# Notes on the Provost–Vallée metric: overlaps, oscillator, box and the hydrogenic 1s state

## Premises and conventions

I take a family of state vectors $|\psi(\lambda)\rangle$ labelled by real parameters $\lambda^a$, sum over repeated indices, and write $\partial_a=\partial/\partial\lambda^a$. I assume two things.

1. All vectors lie in one fixed Hilbert space, and $\langle\psi|\psi\rangle=1$ for every $\lambda$.
2. The family is differentiable in norm: $|\psi'\rangle\equiv|\psi(\lambda+d\lambda)\rangle=|\psi\rangle+|\partial_a\psi\rangle\,d\lambda^a+|\rho\rangle$ with $\|\rho\|/|d\lambda|\to0$.

No Hamiltonian enters yet. I avoid assuming a second derivative, because the box states do not have a normalisable one. The metric is named after Provost and Vallée (1980).

## The overlap to second order

**Step 1.** Differentiating the norm gives $\langle\partial_a\psi|\psi\rangle+\langle\psi|\partial_a\psi\rangle=0$, so $\langle\psi|\partial_a\psi\rangle$ is imaginary. My convention for the real Berry connection is $A_a=i\langle\psi|\partial_a\psi\rangle$.

**Step 2.** Let $P_\perp=1-|\psi\rangle\langle\psi|$, a Hermitian projector with $P_\perp|\psi\rangle=0$. Since $\psi'$ is normalised,
$$1-|\langle\psi|\psi'\rangle|^2=\langle\psi'|P_\perp|\psi'\rangle=\|P_\perp\psi'\|^2 .$$
This is exact.

**Step 3.** Premise 2 and $P_\perp|\psi\rangle=0$ give $P_\perp|\psi'\rangle=P_\perp|\partial_a\psi\rangle d\lambda^a+P_\perp|\rho\rangle$. In the squared norm, the cross term is bounded by Cauchy–Schwarz as $O(|d\lambda|)\,\|\rho\|$, and the last term by $\|\rho\|^2$. Both are $o(|d\lambda|^2)$. Hence
$$1-|\langle\psi|\psi'\rangle|^2=Q_{ab}\,d\lambda^a d\lambda^b+o(|d\lambda|^2),$$
$$Q_{ab}=\langle\partial_a\psi|\partial_b\psi\rangle-\langle\partial_a\psi|\psi\rangle\langle\psi|\partial_b\psi\rangle .$$

**Step 4.** $Q_{ab}=\langle\partial_a\psi|P_\perp|\partial_b\psi\rangle$ obeys $Q_{ba}=Q_{ab}^*$. Its real part is symmetric and its imaginary part antisymmetric, and the antisymmetric part cancels against $d\lambda^a d\lambda^b$. The result is
$$|\langle\psi(\lambda)|\psi(\lambda+d\lambda)\rangle|^2=1-g_{ab}\,d\lambda^a d\lambda^b+o(|d\lambda|^2),$$
$$g_{ab}=\mathrm{Re}\left[\langle\partial_a\psi|\partial_b\psi\rangle-\langle\partial_a\psi|\psi\rangle\langle\psi|\partial_b\psi\rangle\right].$$

**Step 5, properties.** Under $\psi\to e^{i\chi(\lambda)}\psi$ the derivative gains $i\,\partial_a\chi\,e^{i\chi}\psi$, which $P_\perp$ removes, so $Q_{ab}$ is independent of the phase choice. For real $v^a$, $g_{ab}v^av^b=\|P_\perp\partial_a\psi\,v^a\|^2\ge0$, with zero only along directions in which the ray is stationary to first order. The chain rule makes $g_{ab}$ a covariant tensor under changes of parameters.

**Step 6, the imaginary part.** By Step 1 the subtracted term equals $(iA_a)(-iA_b)=A_aA_b$, which is real. For twice differentiable $\psi$ the curvature is $F_{ab}=\partial_aA_b-\partial_bA_a=i\langle\partial_a\psi|\partial_b\psi\rangle-i\langle\partial_b\psi|\partial_a\psi\rangle=-2\,\mathrm{Im}\,Q_{ab}$. So $Q_{ab}=g_{ab}-\tfrac{i}{2}F_{ab}$. As a test of the subtraction I take the two-component vector $(\cos\frac\theta2,\,e^{i\phi}\sin\frac\theta2)$. It gives $g_{\theta\theta}=\frac14$, $g_{\phi\phi}=\sin^2\frac\theta2-\sin^4\frac\theta2=\frac14\sin^2\theta$ and $Q_{\theta\phi}=\frac i4\sin\theta$, in line with $A_\phi=-\sin^2\frac\theta2$ and $F_{\theta\phi}=-\frac12\sin\theta$. For real wavefunctions, as in all examples below, $A_a=0$, $F_{ab}=0$ and $g_{ab}=\int\partial_a\psi\,\partial_b\psi$.

**Step 7, the remainder.** For a smooth family the remainder is in general cubic. The squared overlap is symmetric under exchange of its two points. Written with the midpoint $\bar\lambda$ and the difference $d\lambda$ it is therefore even in $d\lambda$, and $1-g_{ab}(\bar\lambda)d\lambda^ad\lambda^b$ holds up to fourth-order terms.

**Step 8, finite steps.** Along a path $\lambda(\tau)$ from $\psi_0$, let $\cos\vartheta=|\langle\psi_0|\psi(\tau)\rangle|$ and choose the phase so that $\langle\psi|\dot\psi\rangle=0$. Then $\dot\psi=P_\perp\dot\psi$ with the projector at $\tau$, and $|d\cos\vartheta/d\tau|\le|\langle\psi_0|P_\perp|\dot\psi\rangle|\le\sin\vartheta\,\|P_\perp\dot\psi\|$. Dividing by $\sin\vartheta$ and integrating gives $\vartheta\le\ell=\int\sqrt{g_{ab}\dot\lambda^a\dot\lambda^b}\,d\tau$.

## Two working forms

**Sum over states.** Let $\psi=|n\rangle$ be a non-degenerate eigenstate of $H(\lambda)$. Then $P_\perp=\sum_{m\ne n}|m\rangle\langle m|$, continuum included, and $g_{ab}=\mathrm{Re}\sum_{m\ne n}\langle\partial_an|m\rangle\langle m|\partial_bn\rangle$. Differentiating $H|n\rangle=E_n|n\rangle$ and projecting on $\langle m|$ gives $\langle m|\partial_aH|n\rangle+E_m\langle m|\partial_an\rangle=E_n\langle m|\partial_an\rangle$, so
$$\langle m|\partial_an\rangle=\frac{\langle m|\partial_aH|n\rangle}{E_n-E_m}.$$
After a sudden small change $d\lambda$, the quantity $|\langle m|\partial_an\rangle d\lambda^a|^2$ is to leading order the probability of level $m$, and $g_{ab}d\lambda^ad\lambda^b$ the total probability of leaving level $n$.

**Translations and dilations.** For real $\psi(\mathbf x-\mathbf X)$, $\partial\psi/\partial X_i=-\partial\psi/\partial x_i$, so $g_{X_iX_j}=\langle p_ip_j\rangle/\hbar^2$. For $\psi=s^{d/2}\varphi(s\mathbf x)$ in $d$ dimensions, with $t=\ln s$,
$$\partial_t\psi=D\psi,\qquad D=\mathbf x\cdot\nabla+\tfrac d2 .$$
Integration by parts gives $\int\psi\,\mathbf x\cdot\nabla\psi=\frac12\int\mathbf x\cdot\nabla\psi^2=-\frac d2$ when $\psi$ vanishes at the boundary. Expanding the square,
$$g_{tt}=\int(\mathbf x\cdot\nabla\psi)^2-\frac{d^2}{2}+\frac{d^2}{4}=\int(\mathbf x\cdot\nabla\psi)^2-\frac{d^2}{4}.$$
This is a pure number, independent of $s$. If $\psi$ has definite parity about the centre of dilation, $D\psi$ has the same parity and $\nabla\psi$ the opposite one, so $g_{tX_i}=0$.

## Harmonic oscillator

Take $H=p^2/2m+\frac12m\omega^2(x-X)^2$, with $s=\sqrt{m\omega/\hbar}$, $\xi=s(x-X)=(a+a^\dagger)/\sqrt2$ and $\partial_\xi=(a-a^\dagger)/\sqrt2$.

For the centre, $\partial_X|n\rangle=-s\,\partial_\xi|n\rangle=-\frac{s}{\sqrt2}\left(\sqrt n\,|n-1\rangle-\sqrt{n+1}\,|n+1\rangle\right)$. The squared norm is $\frac{s^2}{2}(2n+1)$, so
$$g_{XX}=\left(n+\tfrac12\right)\frac{m\omega}{\hbar}.$$

For the frequency, $\xi\partial_\xi=\frac12(a^2-aa^\dagger+a^\dagger a-a^{\dagger2})=\frac12(a^2-a^{\dagger2}-1)$ by $[a,a^\dagger]=1$, so $D=\frac12(a^2-a^{\dagger2})$. The vectors $a^2|n\rangle$ and $a^{\dagger2}|n\rangle$ are orthogonal, with squared norms $n(n-1)$ and $(n+1)(n+2)$. Thus $g_{tt}=\frac14(2n^2+2n+2)=\frac12(n^2+n+1)$. With $dt=d\omega/2\omega$,
$$g_{\omega\omega}=\frac{n^2+n+1}{8\omega^2},\qquad g_{X\omega}=0 .$$
The sum over states confirms this: $\partial_\omega H=\frac\hbar2(a+a^\dagger)^2$ couples $n$ to $n\pm2$ across a gap $2\hbar\omega$, which gives $[n(n-1)+(n+1)(n+2)]/16\omega^2$. For $n=0$ the Gaussian integral yields the exact squared overlap $2\sqrt{\omega\omega'}/(\omega+\omega')=\mathrm{sech}(\tau/2)=1-\tau^2/8+\dots$ with $\tau=\ln(\omega'/\omega)$.

## Particle in a box

The left wall stays at $x=0$ and the right wall is at $L$. To satisfy premise 1, I set $\psi_n=\sqrt{2/L}\sin(n\pi x/L)$ inside and zero outside, as a vector in $L^2(0,\infty)$. Premise 2 holds: inside, $\psi_n$ is smooth in $L$, and in the strip between $L$ and $L+dL$ it vanishes linearly at the wall, so the strip adds $O(|dL|^3)$ to $\|\rho\|^2$. The first derivative $\partial_L\psi_n$ jumps at the wall, so the second contains a delta function.

The family is a dilation with $s=1/L$ and $d=1$. With $u=x/L$,
$$\int(x\,\partial_x\psi_n)^2dx=n^2\pi^2\int_0^1u^2\,[1+\cos(2n\pi u)]\,du=n^2\pi^2\left[\frac13+\frac{2}{(2n\pi)^2}\right]=\frac{n^2\pi^2}{3}+\frac12,$$
where two integrations by parts gave the cosine term. Subtracting $\frac14$ and using $dt=-dL/L$,
$$g_{LL}=\frac{1}{L^2}\left(\frac{n^2\pi^2}{3}+\frac14\right).$$

The value depends on which wall moves. With the centre $C$ and the width $L$ as independent parameters, $u$ is replaced by $u-\frac12$. Since $\int_0^1(u-\frac12)^2du=\frac1{12}$ and the cosine term is unchanged, $g_{LL}|_C=(n^2\pi^2/12+\frac14)/L^2$. Further $g_{CC}=n^2\pi^2/L^2$, and $g_{CL}=0$ by parity. A fixed left wall means $dC=dL/2$, and $\frac1{12}+\frac14=\frac13$ restores the coefficient above.

The operator $\partial_LH$ is not defined here, because the domain of $H$ moves with the wall, but completeness still applies. From $\int_0^1u\sin(j\pi u)\,du=-(-1)^j/j\pi$ I get $\langle m|\partial_Ln\rangle=(-1)^{m+n}\,2mn/[(m^2-n^2)L]$. For $n=1$ the squares are $[1/(m-1)+1/(m+1)]^2/L^2$. Summed over $m\ge2$, the three terms give $\frac{\pi^2}6+\left(\frac{\pi^2}6-\frac54\right)+\frac32=\frac{\pi^2}3+\frac14$.

The exact overlap shows the remainder. For $q=L/L'<1$, integrating the product of sines over $(0,L)$ gives
$$S=\frac{2\sqrt q}{1+q}\;\frac{\sin[n\pi(1-q)]}{n\pi(1-q)} .$$
With $q=e^{-|t|}$ the first factor is $\mathrm{sech}(t/2)$, and $(1-q)^2=t^2-|t|^3+\dots$, so
$$S^2=1-\left(\frac{n^2\pi^2}{3}+\frac14\right)t^2+\frac{n^2\pi^2}{3}|t|^3+O(t^4).$$
The term is even, as exchange symmetry demands, yet cubic. The midpoint rule of Step 7 fails for this family.

## Hydrogenic 1s state

I use the non-relativistic $H=p^2/2m_e-ZE_ha_0/r$ with a fixed point nucleus at $\mathbf R$ and a fixed spin projection. Here $a_0$ is the Bohr radius, $E_h$ the Hartree energy, $r=|\mathbf x-\mathbf R|$, and $Z>0$ is a continuous parameter. The ground state is $\psi=(Z^3/\pi a_0^3)^{1/2}e^{-Zr/a_0}$, and
$$\partial_Z\psi=\left(\frac{3}{2Z}-\frac{r}{a_0}\right)\psi .$$
From $\int_0^\infty r^ke^{-br}dr=k!/b^{k+1}$ follow $\langle r\rangle=3a_0/2Z$ and $\langle r^2\rangle=3a_0^2/Z^2$. The bracket is $-(r-\langle r\rangle)/a_0$, so the metric is the variance of the radius:
$$g_{ZZ}=\frac{\langle r^2\rangle-\langle r\rangle^2}{a_0^2}=\frac{3}{4Z^2}.$$
The dilation formula with $s=Z/a_0$ and $d=3$ gives the same $g_{tt}=3-\frac94=\frac34$. For the nuclear position, $|\nabla\psi|^2=(Z/a_0)^2\psi^2$ is shared equally by three directions, and parity removes the cross terms:
$$g_{ab}\,d\lambda^ad\lambda^b=\frac34\frac{dZ^2}{Z^2}+\frac{Z^2}{3a_0^2}\,d\mathbf R^2 .$$
The position block has a mechanical meaning. For a product $\chi(\mathbf R)\psi(\mathbf x-\mathbf R)$ with real normalised $\psi$, integrating $|\nabla_{\mathbf R}(\chi\psi)|^2$ over $\mathbf x$ gives $|\nabla\chi|^2+|\chi|^2\sum_ig_{R_iR_i}$. A nucleus of mass $M$ thus acquires the scalar potential $\hbar^2Z^2/2Ma_0^2=(m_e/M)Z^2E_h/2$, using $E_h=\hbar^2/m_ea_0^2$. This equals the first-order reduced-mass shift of the level $-Z^2E_h/2$. It is constant in $\mathbf R$ and exerts no force on a free atom.

**Exact overlap.** The same radial integral gives $S=4(ZZ')^{3/2}\cdot2/(Z+Z')^3=\mathrm{sech}^3(t/2)$ with $t=\ln(Z'/Z)$. From $\ln\cosh y=y^2/2-y^4/12+\dots$ I get $\mathrm{sech}^6y=1-3y^2+5y^4-\dots$, so
$$S^2=\left[\frac{4ZZ'}{(Z+Z')^2}\right]^3=1-\frac34t^2+\frac5{16}t^4-\dots$$
In the linear variable $\epsilon=(Z'-Z)/Z$, $t^2=\epsilon^2-\epsilon^3+\dots$ and $S^2=1-\frac34\epsilon^2+\frac34\epsilon^3+\dots$

**Which states carry the metric.** I set $Z=1$ and $a_0=E_h=1$; the squared amplitudes scale as $1/Z^2$. Only s states couple. The radial functions are $R_{n0}=2n^{-5/2}L^1_{n-1}(2r/n)e^{-r/n}$. The generating function $\sum_kL^1_k(y)w^k=(1-w)^{-2}e^{-yw/(1-w)}$ gives $\int_0^\infty y\,e^{-\sigma y}\sum_kL_k^1w^k\,dy=[\sigma-(\sigma-1)w]^{-2}$, whose $w^k$ coefficient is $(k+1)(\sigma-1)^k/\sigma^{k+2}$. With $y=2r/n$, $\sigma=(n+1)/2$ and $k=n-1$,
$$\langle ns|r^{-1}|1s\rangle=\frac{4\sqrt n\,(n-1)^{n-1}}{(n+1)^{n+1}} .$$
Since $\partial_ZH=-1/r$ and $E_n-E_1=(n^2-1)/2n^2$,
$$|\langle ns|\partial_Z1s\rangle|^2=\frac{64\,n^5(n-1)^{2n-4}}{(n+1)^{2n+4}} .$$
The 2s term is $2048/6561=0.3121$ and the 3s term $0.0593$. All bound states sum to $0.424$, which by completeness leaves $0.326$ of the total $\frac34$ to the continuum. The shares are 41.6 per cent for 2s, 56.5 per cent for all bound levels and 43.5 per cent for the continuum.

## Range of validity

- The overlap formula holds for normalised pure states that are differentiable in norm. It needs $\|\partial_a\psi\|<\infty$, which for translations means finite kinetic energy. A kink or cusp is harmless. A jump in $\psi$ makes the overlap fall linearly in $|d\lambda|$, and $g$ does not exist.
- The quadratic term is useful while $g_{ab}d\lambda^ad\lambda^b\ll1$. For excited states this tightens with $n$: $|d\omega|/\omega$ and $|dL|/L$ must be small compared with $1/n$.
- The relative correction is in general first order in the step. It is $-\epsilon$ for the 1s state in the linear variable, and $-5t^2/12$ in the logarithmic one. For the box it stays first order in $|t|$.
- The eigenstate form requires an isolated non-degenerate level and a common domain for $H(\lambda)$. A contribution grows as the inverse square of a closing gap if the matrix element of $\partial_aH$ stays finite.
- Reading $1-S^2$ as a transition probability requires a change fast compared with $\hbar/|E_m-E_n|$ for all levels that contribute. A slow change leaves the system in level $n$.
- For the 1s state, relativity changes $g_{ZZ}$ by a relative amount of order $(Z\alpha)^2$, with $\alpha$ the fine-structure constant. This is $4.8\times10^{-4}$ at $Z=3$ but $0.37$ at $Z=83$, where the formula is only a rough guide. The reduced mass rescales $a_0$ for both states alike and drops out of $S$.

## Numerical illustration: sudden loss of screening, Li⁺ to Li²⁺

I model the Li⁺ ground state as a product of two hydrogenic 1s orbitals of exponent $\zeta$. In atomic units one orbital's charge cloud has the potential $1/r-e^{-2\zeta r}(\zeta+1/r)$, whose average over the other orbital is $\zeta-\zeta/8-\zeta/4=5\zeta/8$. With kinetic energy $\zeta^2/2$ and nuclear attraction $-Z\zeta$ per electron, $E(\zeta)=\zeta^2-2Z\zeta+5\zeta/8$ is least at $\zeta=Z-5/16$. For $Z=3$, $\zeta=43/16=2.6875$. If one electron is removed suddenly, the other is left in the orbital of exponent $\zeta$ and faces the bare charge 3. The orbital length scale must shrink from $a_0/\zeta=0.1969$ Å to $a_0/3=0.1764$ Å, with $t=\ln(48/43)=0.1100$ and $\delta Z=5/16$.

| Estimate of $1-S^2$ | per cent |
|---|---|
| $g_{ZZ}(\zeta)\,\delta Z^2$ | 1.014 |
| $g_{ZZ}(3)\,\delta Z^2$ | 0.814 |
| $g_{ZZ}$ at the midpoint $91/32$ | 0.906 |
| $\frac34t^2$ | 0.908 |
| $\frac34t^2-\frac5{16}t^4$ | 0.903 |
| exact, $1-(8256/8281)^3$ | 0.903 |

The two endpoint values lie 12 per cent above and 10 per cent below the exact overlap result, as the cubic term predicts. The logarithmic form is high by 0.5 per cent of the value. Step 8 is respected: $\vartheta=\arccos S=0.09517$ and $\ell=\frac{\sqrt3}2t=0.09526$. For comparison, $g_{R_iR_i}=3/a_0^2=10.71$ Å$^{-2}$ at $Z=3$, so a sudden displacement of the Li²⁺ nucleus by $0.029$ Å depletes the 1s level equally.

The mean energy above the Li²⁺ ground level is $(\zeta^2/2-3\zeta+9/2)E_h=\frac12\delta Z^2E_h=1.33$ eV. Divided by $1-S^2$ it is 147 eV per excited ion, above both the 1s–2s gap of 91.8 eV and the binding energy of 122.5 eV, which reflects the continuum share. The infinitesimal-step value is $\frac12E_h/g_{ZZ}=\frac23Z^2E_h=163$ eV. The branching also feels the finite step. With $z=\zeta/Z=43/48$ the radial integral gives $|\langle2s|\psi_\zeta\rangle|^2=8z^3(1-z)^2/(z+\frac12)^8$, which is 0.433 per cent, or 48 per cent of the loss instead of 41.6.

The figure of 0.9 per cent is the model's, not the ion's. The neglected correlation between the two electrons is larger than the effect itself. A high-energy photon takes its electron from close to the nucleus, and in a correlated state the partner is then more diffuse than the product orbital. The loss is quadratic in the change of exponent: complete screening, exponent 2 changing to 3, would give $1-(24/25)^3$, or 11.5 per cent. The typical total probability of excitation plus second ionisation of the remaining electron in high-energy photoionisation of Li⁺ is roughly 3 per cent, so the model falls short by about a factor of three.